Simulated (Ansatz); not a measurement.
# Gd2SO2: phonon entropy and phonon heat capacity against temperature

Plane-wave density functional theory, PAW datasets, Gaussian smearing 0.05 eV: harmonic lattice thermodynamics at fixed volume from displacements in the supercell given; kB is Boltzmann's constant. The results are calculated, by Ansatz 0.2.0.

Structure of every row (space group P-3m1, No. 164):
```
Gd2SO2
1.0
      3.8179     0.0000     0.0000
     -1.9090     3.3064     0.0000
      0.0000     0.0000     6.5946
Gd O S
2 2 1
Direct
  0.33330 0.66670 0.28070
  0.66670 0.33330 0.71930
  0.33330 0.66670 0.62950
  0.66670 0.33330 0.37050
  0.00000 0.00000 0.00000
```

Settings of every row: paw set soft_2; functional PBEsol; spin treatment collinear; moment partition spheres; spin axis none; wave cutoff 420 eV; SCF start saved density; lower state search off; symmetry use detected; k mesh of unit cell 8x8x4; supercell 2x2x1.

Atom:
```
element  first moment (μB)  hubbard u (eV)
     Gd                  7               0
     Gd                  7               0
      O                  0               0
      O                  0               0
      S                  0               0
```

```
row  temperature (K)  phonon entropy (kB per atom)  phonon heat capacity (kB per atom)  phonon free energy (meV per atom)
  1              200                         2.085                               2.227                              32.34
  2              300                             ?                                   ?                                  ?
  3              400                         3.839                               2.755                             -19.93
  4              500                         4.463                               2.838                             -55.78
  5              600                         4.985                               2.885                             -96.55
  6              700                         5.432                               2.915                            -141.48
  7              800                         5.823                               2.934                            -190.01
  8              900                         6.169                               2.948                            -241.71
  9             1000                          6.48                               2.957                            -296.24
```

Question: what phonon entropy and phonon heat capacity should row 2 give?

Worked fit of phonon entropy. Entropy rises as the heat capacity times the change of ln T, so take t = ln(T / 300 K). The shown rows have t = -0.4055, 0.2877, 0.5108, 0.6931, 0.8473, 0.9808, 1.0986, 1.204. Least squares give phonon entropy = 3.0944 + 2.57915 × t + 0.20012 × t² kB per atom; a straight line predicts inner rows, each left out in turn, worse (root mean square 0.053 against 0.011 kB per atom). The rows lie off it by 0.004, -0.014, -0.001, 0.007, 0.009, 0.006, 0.000, -0.010 (root mean square 0.0077 kB per atom), a smooth pattern that one more power would take up: the form is only approximate. The slope at t = 0, 2.58 kB per atom, estimates the heat capacity at 300 K. The withheld row has t = 0, so the fit gives 3.0944 + 2.57915 × (0) + 0.20012 × (0)² = 3.094 kB per atom.

The calculation gave 3.068 kB per atom. The fit lies 0.026 kB per atom (0.59 % of the column's range) above it; its largest miss of a shown row is 0.014 kB per atom.

Worked fit of phonon heat capacity. At high temperature a harmonic heat capacity falls short of its limit by a term in 1/T², so take t = (100 K / T)². The shown rows have t = 0.25, 0.0625, 0.04, 0.02778, 0.02041, 0.01562, 0.01235, 0.01. Least squares give phonon heat capacity = 2.9982 − 4.1707 × t + 4.343 × t² kB per atom; a straight line predicts inner rows, each left out in turn, worse (root mean square 0.017 against 0.00081 kB per atom). The rows lie off it by 0.000, 0.001, 0.000, -0.001, 0.000, 0.000, 0.001, 0.000. The constant, 2.9982 kB per atom, is to be held against the harmonic limit of 3 k_B an atom. The withheld row has t = 0.11111, so the fit gives 2.9982 − 4.1707 × (0.11111) + 4.343 × (0.11111)² = 2.588 kB per atom.

The calculation gave 2.593 kB per atom. The fit lies 0.005 kB per atom (0.68 % of the column's range) below it; its largest miss of a shown row is 0.001 kB per atom.

The other values of row 2: phonon free energy 9.96 meV per atom.
